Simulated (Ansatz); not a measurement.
# OsSe: pressure and energy above given cell against volume ratio

All results are calculated (Ansatz 0.2.0). Plane-wave density functional theory, PAW datasets, Gaussian smearing 0.05 eV: equation of state, the given cell scaled in volume with shape and atoms relaxed at each volume.

The cell before it is scaled or strained (space group F-43m, No. 216):
```
CELL_PARAMETERS angstrom
0.00000 2.72190 2.72190
2.72190 0.00000 2.72190
2.72190 2.72190 0.00000
ATOMIC_POSITIONS crystal
Os 0.00000 0.00000 0.00000
Se 0.25000 0.25000 0.25000
```

Settings of every row: paw set soft_2; functional PBEsol; spin treatment collinear; moment partition spheres; spin axis none; wave cutoff 420 eV; k mesh 10x10x10; symmetry use detected.

Atom hubbard u: 0 on all atoms.

Limits: starting moments were lost; no spin-orbit coupling, which can matter with elements this heavy; the cell comes from a prototype or a list of computed structures and needn't be the stable phase.

| row | volume ratio | V (Å³/atom) | pressure (GPa) | energy above given cell (meV per atom) |
| --- | --- | --- | --- | --- |
| 1 | 0.96 | 19.36 | 7.328 | 18.05 |
| 2 | 0.98 | 19.763 | 3.523 | 4.51 |
| 3 | 1 | 20.166 | 0.138 | 0 |
| 4 | 1.02 | 20.57 | ? | ? |
| 5 | 1.04 | 20.973 | -5.543 | 14.16 |

Question: what pressure and energy above given cell should row 4 give?

Worked fit of pressure. Take u = (V_r/V)^(2/3) − 1 with V_r = 19.965 Å³ an atom, which is twice the finite (Eulerian) strain; such expansions in the strain, on which the Birch-Murnaghan equation of state is built, carry the rest volume and the bulk modulus. The shown rows have u = 0.02073, 0.0068, -0.00666, -0.0323. Least squares give pressure = 1.7781 + 251.647 × u + 773.9 × u² GPa; a straight line predicts inner rows, each left out in turn, worse (root mean square 0.34 against 0.0041 GPa). The rows lie off it by 0.001, -0.002, 0.002, 0.000. The pressure vanishes at u = -0.0072, or V = 20.18 Å³ an atom, and there the bulk modulus with shape and atoms relaxed is B = −V dP/dV = (2/3)(1 + u) dP/du = 159 GPa. The withheld row has u = -0.01971, so the fit gives 1.7781 + 251.647 × (-0.01971) + 773.9 × (-0.01971)² = -2.881 GPa.

The calculation gave -2.87 GPa. The fit lies 0.011 GPa (0.085 % of the column's range) below it; its largest miss of a shown row is 0.002 GPa.

Worked fit of energy above given cell. Take u = (V_r/V)^(2/3) − 1 with V_r = 19.965 Å³ an atom, which is twice the finite (Eulerian) strain; such expansions in the strain, on which the Birch-Murnaghan equation of state is built, carry the rest volume and the bulk modulus. The shown rows have u = 0.02073, 0.0068, -0.00666, -0.0323. Least squares give energy above given cell = 1.2 + 337.7 × u + 22883.4 × u² meV per atom; a straight line predicts inner rows, each left out in turn, worse (root mean square 10 against 0.089 meV per atom). The rows lie off it by 0.02, -0.04, 0.03, -0.01. Its lowest point lies at u = -0.0074, or V = 20.19 Å³ an atom, and the curvature there gives the bulk modulus with shape and atoms relaxed, B = (4/9)(1 + u)² E″(u)/V = 159 GPa. The withheld row has u = -0.01971, so the fit gives 1.2 + 337.7 × (-0.01971) + 22883.4 × (-0.01971)² = 3.43 meV per atom.

The calculation gave 3.51 meV per atom. The fit lies 0.08 meV per atom (2.3 % of the value, 0.44 % of the column's range) below it; its largest miss of a shown row is 0.04 meV per atom.
